Taking one electron from the molecule CH₃SnCl₂(OC₂H₅) costs roughly 10 eV. Six density functionals agree on this cost to within 0.63 eV when it is computed as the energy of the cation less that of the neutral. If it is read instead from the highest occupied orbital of the neutral, the HOMO, the same six functionals spread over 4 eV.

Vertical ionisation of CH₃SnCl₂(OC₂H₅) in the gas phase, computed with Ansatz 0.2.0 at the levels listed, with the def2 core potential on Sn. The neutral and the unrestricted cation share the neutral's PBE0-D4/def2-TZVP geometry. The def2-limit row is extrapolated from def2-TZVPP and def2-QZVPP.

```
               level  exact exchange, long range (%)  ionisation energy (eV)  -HOMO of the neutral (eV)  cation <S^2>
   PBE-D4/def2-TZVPP                               0                    9.51                       6.56         0.752
r2SCAN-D4/def2-TZVPP                               0                    9.70                       6.90         0.755
 B3LYP-D4/def2-TZVPP                              20                    9.96                       7.87         0.756
  PBE0-D4/def2-TZVPP                              25                    9.94                       8.12         0.756
  wB97X-V/def2-TZVPP                             100                   10.14                      10.59         0.755
  wB97M-V/def2-TZVPP                             100                   10.12                      10.50         0.755
       HF/def2-QZVPP                             100                    8.92                        n/a         0.762
       HF/def2-TZVPP                             100                    8.92                        n/a         0.762
       HF/def2-limit                             100                    8.91                        n/a           n/a
```

The exact-exchange column gives the share of Hartree-Fock exchange at large distance between electrons. The ionisation energy is vertical: the cation keeps the geometry of the neutral.

(a) For an exact functional, the HOMO energy with its sign reversed would equal the ionisation energy. Why does PBE place it about 3 eV too low, measured against PBE's own energy difference, although that difference is close to those of the other functionals?

Solution. The two quantities sample the same energy curve in different ways. Let f be the occupation of the HOMO, which falls from 1 in the neutral to 0 in the cation, and let E(f) be the total energy. Then

ionisation energy = E(0) − E(1)

−HOMO = −dE/df at f = 1

The first is the average slope over a whole electron, the second only the slope at the start. They agree if the curve is a straight line, as it is for the exact functional.

Semilocal functionals such as PBE bend the line because they let an electron repel itself. An orbital with occupation f and Coulomb self-repulsion J contributes ½ J f² to the classical repulsion of the density. Exchange should remove this term completely. Local exchange grows only as f^(4/3), so if it removes the term properly at f = 1, the part left over is

S(f) = ½ J (f² − f^(4/3))

This remainder vanishes at f = 1 and at f = 0, so it leaves the difference between neutral and cation untouched. Its slope at f = 1, however, is J/3. The last electron is pushed up by a spurious repulsion, and −HOMO comes out too small.

The formula describes a single orbital and ignores the response of the others, so it serves for the sign and the reason, not for the size. It explains why a functional can have a sensible total-energy difference and a poor orbital energy at once. It also suggests what to expect in a related molecule if the response of the other electrons is similar: the more compact the orbital, the larger J and the wider the gap between the two readings.

(b) PBE and PBE0 differ essentially in one thing, the 25 % of exact exchange in PBE0. Use this pair to estimate both quantities for B3LYP, which has 20 %. What does the result say about the role of exact exchange, and why do the two wB97 functionals have so much deeper HOMOs?

Solution. Exact exchange removes the self-repulsion at every f. Replacing a share a of the local exchange therefore multiplies S(f) by 1 − a, and −HOMO should rise in proportion to a. From PBE to PBE0 it rises by 1.56 eV. B3LYP lies at 20/25 = 0.8 of the way, so

−HOMO ≈ 6.56 + 0.8 × 1.56 = 7.81 eV

The calculation gives 7.87 eV. B3LYP took no part in drawing the line, so the agreement supports the exchange share as the main cause of its deeper HOMO relative to PBE, although the effects of other differences between the functionals may partly cancel.

The same reading for the ionisation energy is less successful:

ionisation energy ≈ 9.51 + 0.8 × 0.43 = 9.85 eV

The computed value is 9.96 eV. The miss of 0.11 eV is a quarter of the whole rise from PBE to PBE0. In the energy difference the self-repulsion largely cancels, so the other ingredients of a functional count for relatively more.

The cancellation is not complete, since the one-orbital formula predicts no rise of the ionisation energy with a at all. The expected reason for the rise is that the hole can be shared among several atoms, here the oxygen and the two chlorines. Each then loses only part of an electron, S is negative at such fractional occupations, and the cation comes out too low. Exact exchange shrinks this error and so lifts the energy difference. The runs do not record where the hole sits, so this remains an expectation. For a hole held on one atom, little dependence on a is expected.

One such ingredient puts B3LYP slightly above PBE0. The D4 dispersion correction stabilises the neutral more than the cation, and so raises the ionisation energy, by 0.05 eV with B3LYP and 0.03 eV with PBE0. Without the correction both functionals give 9.91 eV, so it accounts for nearly all of the small lead of B3LYP. That B3LYP draws level with PBE0 at a smaller exchange share must come from its other ingredients, the local exchange and the correlation. The correction is added after the orbitals are found and leaves their energies untouched. There PBE0, with the larger exchange share, keeps the deeper HOMO.

The step from PBE to r2SCAN likewise shows that the share is not everything. Neither contains exact exchange, yet r2SCAN has the deeper HOMO by 0.34 eV and the higher ionisation energy by 0.19 eV. A probable reason is that r2SCAN uses the kinetic energy density of the orbitals, which lets it recognise regions dominated by one orbital and treat exchange there more accurately.

The wB97 functionals show how strongly the HOMO responds to exact exchange at long range. At short range they contain less exact exchange than PBE0, by construction, but at long range they reach 100 %. From PBE0 to wB97X-V, −HOMO rises by 2.47 eV and the ionisation energy by only 0.20 eV. Long range here means the distance between two electrons, and the change-over takes place over a few bohr, within the size of the molecule. The long-range part of an orbital's self-repulsion is therefore expected to be large. PBE0 treats a quarter of it with exact exchange and the wB97 functionals all of it, which lowers the occupied levels.

With both wB97 functionals −HOMO even exceeds the ionisation energy, by about 0.4 eV. The energy curve now bends slightly the other way. The likely cause is the relaxation of the remaining electrons, which part (c) takes up for Hartree-Fock.

(c) Hartree-Fock has 100 % exact exchange at all distances and no self-repulsion. Why is its ionisation energy nevertheless the lowest in the table, 0.59 eV below that of PBE?

Solution. The Hartree-Fock value can be built up in steps. If an electron is taken from the HOMO while all orbitals stay frozen, the cost is −HOMO, which is 11.82 eV in the same calculation. The remaining electrons then contract towards the hole and screen it, which lowers the energy of the cation by 2.90 eV:

11.82 − 2.90 = 8.92 eV

This is the value in the table. It barely depends on the basis set, as the three Hartree-Fock rows agree within 0.01 eV.

Relaxation thus opens a gap about as large as the net gap in PBE, but of opposite sign. In PBE both effects are at work and self-repulsion wins. In Hartree-Fock only relaxation is left.

The low result comes from what Hartree-Fock omits. Electrons avoid one another in their motion, and this correlation lowers the energy of the neutral more than that of the cation, because the neutral has one more electron and one more pair sharing an orbital. Without it the neutral lies too high relative to the cation, and ionisation looks too cheap. Coupled cluster, CCSD(T), built on the same Hartree-Fock states, gives the size of the effect:

8.92 + 1.26 = 10.18 eV

Correlation therefore lifts the result from the bottom of the table to the neighbourhood of the wB97 functionals. Every functional in the table contains some form of correlation, so none of them falls as low as Hartree-Fock. The low value is no continuation of the exchange trend: two things change at once. No row joins full exact exchange at all distances with a functional's correlation, so the table cannot say whether the change of exchange alone would raise or lower the value. The 1.26 eV shows that the missing correlation is large enough by itself to account for it. All six functionals lie below the coupled-cluster value, PBE by 0.67 eV, the direction expected if a shared hole makes their cations too stable.

The coupled-cluster value is not a firm standard for ranking the functionals. An estimate of the basis-set limit by extrapolation lies about 0.2 eV higher. Moreover, the Hartree-Fock cation may hold its hole in another orbital than the cations of the functionals, in which case the value may belong to a higher state. Nor is it recorded whether the hole sits in the Hartree-Fock HOMO. If it does not, the 2.90 eV is the relaxation less the extra cost of taking the electron from a deeper orbital. The <S²> values, all close to the 0.75 of a pure doublet, show that the spin state is clean but do not tell where the hole sits.

For this molecule the way of reading the ionisation energy can matter more than the choice of functional. With the four functionals that lack full long-range exchange, the orbital energy of this molecule understates their own energy difference by about 2 to 3 eV.

The differences and the B3LYP estimate used here are listed in the output that follows.

Output of the analysis:

```
Orbital energy against energy difference:
                   row  ionisation energy (eV)  -HOMO (eV)  -HOMO less ionisation energy (eV)
     PBE-D4/def2-TZVPP                    9.51        6.56                              -2.95
  r2SCAN-D4/def2-TZVPP                     9.7         6.9                               -2.8
   B3LYP-D4/def2-TZVPP                    9.96        7.87                              -2.09
    PBE0-D4/def2-TZVPP                    9.94        8.12                              -1.82
    wB97X-V/def2-TZVPP                   10.14       10.59                               0.45
    wB97M-V/def2-TZVPP                   10.12        10.5                               0.38
         HF/def2-QZVPP                    8.92         n/a                                n/a
         HF/def2-TZVPP                    8.92         n/a                                n/a
         HF/def2-limit                    8.91         n/a                                n/a
Spread of the ionisation energy over the six functionals (eV): 0.63
Spread of -HOMO over the six functionals (eV): 4.03
PBE to PBE0, rise of the ionisation energy (eV): 0.43
PBE to PBE0, rise of -HOMO (eV): 1.56
PBE0 to wB97X-V, rise of the ionisation energy (eV): 0.2
PBE0 to wB97X-V, rise of -HOMO (eV): 2.47
PBE to r2SCAN, rise of the ionisation energy (eV): 0.19
PBE to r2SCAN, rise of -HOMO (eV): 0.34
B3LYP -HOMO estimated from its exchange share (eV): 7.808
Estimate less computed B3LYP -HOMO (eV): -0.062
B3LYP ionisation energy estimated from its exchange share (eV): 9.854
Estimate less computed B3LYP ionisation energy (eV): -0.106
D4 part of the B3LYP ionisation energy (eV): 0.0506
D4 part of the PBE0 ionisation energy (eV): 0.02792
Hartree-Fock -HOMO (eV): 11.82
Lowering of the Hartree-Fock cation by relaxation (eV): 2.898
Correlation energy of the neutral beyond that of the cation, CCSD(T) (eV): 1.263
CCSD(T) ionisation energy, def2-TZVPP (eV): 10.18
Hartree-Fock ionisation energy below that of PBE (eV): 0.59
Spread of the Hartree-Fock ionisation energy over the basis sets (eV): 0.01
```
